**Wurtzite MgS under biaxial strain: why the tension stalls and the volume turns back**

The table holds energy, volume, c/a and stress of wurtzite MgS for in-plane strains from −4.5 to +4.5 %, with c and atoms relaxed (Ansatz 0.2.0, plane-wave PAW, PBEsol, zero temperature). The program fits linear elasticity (A), a quadratic anharmonic form (B) and a one-parameter bilayer-flattening geometry (C) to the rows up to +1.5 % and tests them on the two most stretched rows. All three underestimate the contraction of c at +4.5 %, by 2.90, 2.35 and 1.87 points of c strain, and B overestimates the tension there by 1.01 GPa. The local contraction ratio rises to 2.96 in the last step, while the basal bond, with the axial bond held fixed, almost stops lengthening. Energy and stress agree within 0.03 GPa in five steps, but the last step needs a mean tension of 2.38 GPa, above both of its end values.

Wurtzite MgS (4-atom cell, unstrained a = 4.029 Å, c = 6.415 Å) under biaxial strain in the a-b plane, with c and the atoms relaxed within the starting symmetry. Calculated with Ansatz 0.2.0 using PBEsol, scalar-relativistic plane-wave PAW, a 420 eV cutoff and a 6×6×4 k mesh. Stress is positive in compression, and stress yy equals stress xx.

## Program and output

```python
# Table: wurtzite MgS under biaxial a-b strain, c and atoms relaxed (Ansatz 0.2.0, PAW, PBEsol): energy, volume, c/a, stress.
# Tested: linear elasticity (A), quadratic anharmonicity (B), bilayer-flattening geometry (C); energy-stress consistency.
T = {
    'strain_series': [-4.5, -3.0, -1.5, 0.0, 1.5, 3.0, 4.5],  # %
    'energy_change_curve': [26.6, 11.4, 2.7, 0.0, 2.6, 9.8, 19.6],  # meV/atom
    'volume_change_curve': [-4.63, -2.95, -1.38, 0.0, 1.2, 1.87, 0.46],  # %
    'c_over_a_curve': [1.744, 1.693, 1.643, 1.592, 1.541, 1.484, 1.402],
    'stress_xx_curve': [4.38, 2.8, 1.33, 0.0, -1.21, -2.17, -2.24],  # GPa
    'stress_zz_curve': [-0.01, 0.0, 0.0, 0.02, -0.01, 0.0, 0.0],  # GPa
}
import numpy as np
from scipy.constants import e as qe
from scipy.optimize import minimize_scalar
g = lambda k: np.array(T[k], float)
p = g('strain_series'); e = p/100; E = g('energy_change_curve'); dV = g('volume_change_curve')/100
ca = g('c_over_a_curve'); s = g('stress_xx_curve'); szz = g('stress_zz_curve')
a0, c0, V0 = 4.029, 6.415, 22.544      # unstrained cell of the same calculation (A, A, A^3/atom)
gap = [3.34, 3.41, 3.45, 3.30, 3.12, 2.93]  # gaps of the same runs, -4.5 to +3.0 %, eV
K = 1e-21/qe*1e3                       # meV per GPa A^3
a = a0*(1+e); ec = (1+dV)/(1+e)**2-1; c = c0*(1+ec); V = V0*(1+dV)
m = p <= 1.5                           # smooth rows; the last two are the test
X = np.c_[e, e**2]
sc = np.linalg.lstsq(X[m], s[m], rcond=None)[0]; cc = np.linalg.lstsq(X[m], ec[m], rcond=None)[0]
M, R = -sc[0], -cc[0]
d0 = c0/4 + a0**2/(3*c0); h0 = c0/2-d0
cC = lambda f, x: 2*(d0+np.sqrt((d0*(1+f*x))**2-(a0*(1+x))**2/3))/c0-1
f = minimize_scalar(lambda q: np.sum((cC(q, e[m])-ec[m])**2), bounds=(0, 1), method='bounded').x
Rr = 2*a0**2/(3*h0*c0)
print("rounding: stress 0.005 GPa, volume and c strain 0.005 points, energy 0.05 meV/atom")
print(f"c/a from volume vs column: largest gap {np.max(abs(c/a-ca)):.4f}; largest |stress zz| {np.max(abs(szz)):.2f} GPa")
print(f"fits on rows up to +1.5 %: M = {M:.1f} GPa, quadratic stress term {sc[1]:.0f} GPa")
print(f"R = -dln c/dln a at zero = {R:.3f}, quadratic c term {cc[1]:.2f}; C: f = {f:.3f}")
print(f"equal bonds d0 = {d0:.3f} A, bilayer height h0 = {h0:.3f} A, rigid-bond R = {Rr:.2f} (ratio {R/Rr:.2f})")
print(f"rigid bonds lie flat at strain {100*(d0*3**.5/a0-1):.1f} %")
print("strain % | stress GPa: table, A, B | energy meV/atom: table, A")
for i in range(len(e)):
    print(f"{p[i]:+.1f} | {s[i]:+.2f} {-M*e[i]:+.2f} {(X@sc)[i]:+.2f} | {E[i]:.1f} {K*V0*M*e[i]**2:.1f}")
mod = {'A': -R*e, 'B': X@cc, 'C': cC(f, e)}; rig = cC(0, e)
print("strain % | c A | c strain %: table, A, B, C, rigid bonds | volume %: table, A, B, C")
for i in range(len(e)):
    print(f"{p[i]:+.1f} | {c[i]:.3f} | {100*ec[i]:+.2f} " + " ".join(f"{100*v[i]:+.2f}" for v in mod.values())
          + f" {100*rig[i]:+.2f} | {100*dV[i]:+.2f} "
          + " ".join(f"{100*((1+e[i])**2*(1+v[i])-1):+.2f}" for v in mod.values()))
for k, v in mod.items():
    r = 100*(v-ec)
    print(f"{k}: c strain error, points: rms fitted rows {np.sqrt(np.mean(r[m]**2)):.3f}, +3.0 {r[-2]:+.2f}, +4.5 {r[-1]:+.2f}")
print(f"B stress error GPa: rms fitted rows {np.sqrt(np.mean((X@sc-s)[m]**2)):.3f}, +3.0 {(X@sc-s)[-2]:+.2f}, +4.5 {(X@sc-s)[-1]:+.2f}")
mid = lambda x: (x[1:]+x[:-1])/2
need = -np.diff(E)*(1+mid(e))/(2*K*mid(V)*np.diff(e)); trap = mid(s)
Rl = -np.diff(np.log(c))/np.diff(np.log(a)); Mt = -np.diff(s)/np.diff(e)
u = 0.1*(1+mid(e))/(2*K*mid(V)*np.diff(e))
print(f"step | tangent modulus GPa | local R | dc A | mean stress GPa from energy (+-{u.max():.3f}), mean of ends, difference")
for i in range(len(need)):
    print(f"{p[i]:+.1f} to {p[i+1]:+.1f} | {Mt[i]:.0f} | {Rl[i]:.2f} | {np.diff(c)[i]:+.3f} | {need[i]:+.2f} {trap[i]:+.2f} {need[i]-trap[i]:+.3f}")
h = c/2-d0; db = np.sqrt(h**2+a**2/3)
print("if axial bond stays d0: strain % | h A | basal bond A, stretch % | a/sqrt3 A | fifth neighbour A")
for i in range(len(e)):
    print(f"{p[i]:+.1f} | {h[i]:.3f} | {db[i]:.3f} {100*(db[i]/d0-1):+.2f} | {a[i]/3**.5:.3f} | {c[i]-d0:.2f}")
print(f"c/2 at +4.5 % = {c[-1]/2:.2f} A; gap range -4.5 to +3.0 %: {min(gap):.2f} to {max(gap):.2f} eV")
assert 0 < R < Rr
assert np.all(abs(need-trap)[:-1] < 0.05)
assert -need[-1]-u[-1] > max(-s[-1], -s[-2])
assert dV[-1] < dV[-2] and Rl[-1] > 1.5*Rl[-2]
```

Running it gives:

```
rounding: stress 0.005 GPa, volume and c strain 0.005 points, energy 0.05 meV/atom
c/a from volume vs column: largest gap 0.0006; largest |stress zz| 0.02 GPa
fits on rows up to +1.5 %: M = 84.8 GPa, quadratic stress term 279 GPa
R = -dln c/dln a at zero = 1.135, quadratic c term -2.69; C: f = 0.436
equal bonds d0 = 2.447 A, bilayer height h0 = 0.760 A, rigid-bond R = 2.22 (ratio 0.51)
rigid bonds lie flat at strain 5.2 %
strain % | stress GPa: table, A, B | energy meV/atom: table, A
-4.5 | +4.38 +3.82 +4.38 | 26.6 24.2
-3.0 | +2.80 +2.54 +2.80 | 11.4 10.7
-1.5 | +1.33 +1.27 +1.34 | 2.7 2.7
+0.0 | +0.00 -0.00 +0.00 | 0.0 0.0
+1.5 | -1.21 -1.27 -1.21 | 2.6 2.7
+3.0 | -2.17 -2.54 -2.29 | 9.8 10.7
+4.5 | -2.24 -3.82 -3.25 | 19.6 24.2
strain % | c A | c strain %: table, A, B, C, rigid bonds | volume %: table, A, B, C
-4.5 | 6.708 | +4.57 +5.11 +4.56 +4.55 +8.31 | -4.63 -4.14 -4.64 -4.65
-3.0 | 6.617 | +3.15 +3.40 +3.16 +3.15 +5.84 | -2.95 -2.71 -2.93 -2.94
-1.5 | 6.521 | +1.65 +1.70 +1.64 +1.64 +3.10 | -1.38 -1.33 -1.38 -1.38
+0.0 | 6.415 | +0.00 -0.00 +0.00 -0.00 -0.00 | +0.00 +0.00 +0.00 -0.00
+1.5 | 6.302 | -1.77 -1.70 -1.76 -1.81 -3.63 | +1.20 +1.27 +1.21 +1.16
+3.0 | 6.160 | -3.98 -3.40 -3.65 -3.83 -8.16 | +1.87 +2.48 +2.22 +2.03
+4.5 | 5.901 | -8.01 -5.11 -5.65 -6.13 -14.88 | +0.46 +3.63 +3.03 +2.51
A: c strain error, points: rms fitted rows 0.270, +3.0 +0.57, +4.5 +2.90
B: c strain error, points: rms fitted rows 0.009, +3.0 +0.33, +4.5 +2.35
C: c strain error, points: rms fitted rows 0.021, +3.0 +0.15, +4.5 +1.87
B stress error GPa: rms fitted rows 0.003, +3.0 -0.12, +4.5 -1.01
step | tangent modulus GPa | local R | dc A | mean stress GPa from energy (+-0.024), mean of ends, difference
-4.5 to -3.0 | 105 | 0.88 | -0.091 | +3.60 +3.59 +0.012
-3.0 to -1.5 | 98 | 0.95 | -0.096 | +2.06 +2.06 -0.006
-1.5 to +0.0 | 89 | 1.08 | -0.106 | +0.64 +0.67 -0.026
+0.0 to +1.5 | 81 | 1.20 | -0.113 | -0.62 -0.60 -0.012
+1.5 to +3.0 | 64 | 1.55 | -0.142 | -1.72 -1.69 -0.028
+3.0 to +4.5 | 5 | 2.96 | -0.258 | -2.38 -2.21 -0.176
if axial bond stays d0: strain % | h A | basal bond A, stretch % | a/sqrt3 A | fifth neighbour A
-4.5 | 0.907 | 2.399 -1.95 | 2.221 | 4.26
-3.0 | 0.861 | 2.415 -1.31 | 2.256 | 4.17
-1.5 | 0.813 | 2.431 -0.65 | 2.291 | 4.07
+0.0 | 0.760 | 2.447 +0.00 | 2.326 | 3.97
+1.5 | 0.704 | 2.464 +0.67 | 2.361 | 3.85
+3.0 | 0.633 | 2.478 +1.26 | 2.396 | 3.71
+4.5 | 0.503 | 2.482 +1.44 | 2.431 | 3.45
c/2 at +4.5 % = 2.95 A; gap range -4.5 to +3.0 %: 2.93 to 3.45 eV
```
